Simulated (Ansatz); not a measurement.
# A substitution series on Si: OH to F

Gas-phase molecules. On one Si centre, n of the OH ligands are replaced by F. The mean Si–F bond length y in Å at PBE0-D4/def2-TZVP. The shapes are optimised at that level. Flexible molecules stand in one conformer. Programs: Ansatz 0.2.0.

| molecule | n | y (Å) |
| --- | --- | --- |
| Si(OH)3F | 1 | 1.594 |
| Si(OH)2F2 | 2 | 1.583 |
| Si(OH)F3 | 3 | ? |
| SiF4 | 4 | 1.562 |

**Question.** Fit y = c + s·n to the known rows and predict Si(OH)F3.

**Answer.** 
1. Means of the 3 rows: n = 2.33333, y = 1.5797.
2. Σ(Δn)² = 4.6667, Σ(Δn·Δy) = -0.049667, so the slope is -0.049667/4.6667 = -0.010643.
3. Intercept: 1.5797 − (-0.010643) × 2.33333 = 1.6045. The largest residual of the fit is 0.0002.
4. Si(OH)F3: 1.6045 + (-0.010643) × 3 = 1.573 Å.

The run gave 1.570 Å, so the prediction is off by +0.003 Å, more than the largest residual. The steps per swap are -0.011, -0.013, -0.008 Å.

The Si–F bond shortens at every replacement of OH by F, and the run for Si(OH)F3 keeps to that order. Fluorine is the more electronegative ligand, so each swap leaves silicon more positive and contracts its valence orbitals, which strengthens the polar attraction to the fluorines already present. Bent's rule works in the same direction: as fewer OH groups remain, the silicon s character is shared more evenly among the bonds, and each Si–F bond gains some. Weaker donation from oxygen lone pairs into Si–F antibonding orbitals probably adds to the shortening, though bond lengths alone cannot separate these contributions.

The effect is close to additive but not strictly so, since the bond in Si(OH)F3 is slightly shorter than the line predicts. The uneven steps may reflect how the remaining OH groups are oriented towards the Si–F bonds. With three points and two fitted parameters, only one degree of freedom is left, so the tiny residuals were never a realistic measure of the prediction error.
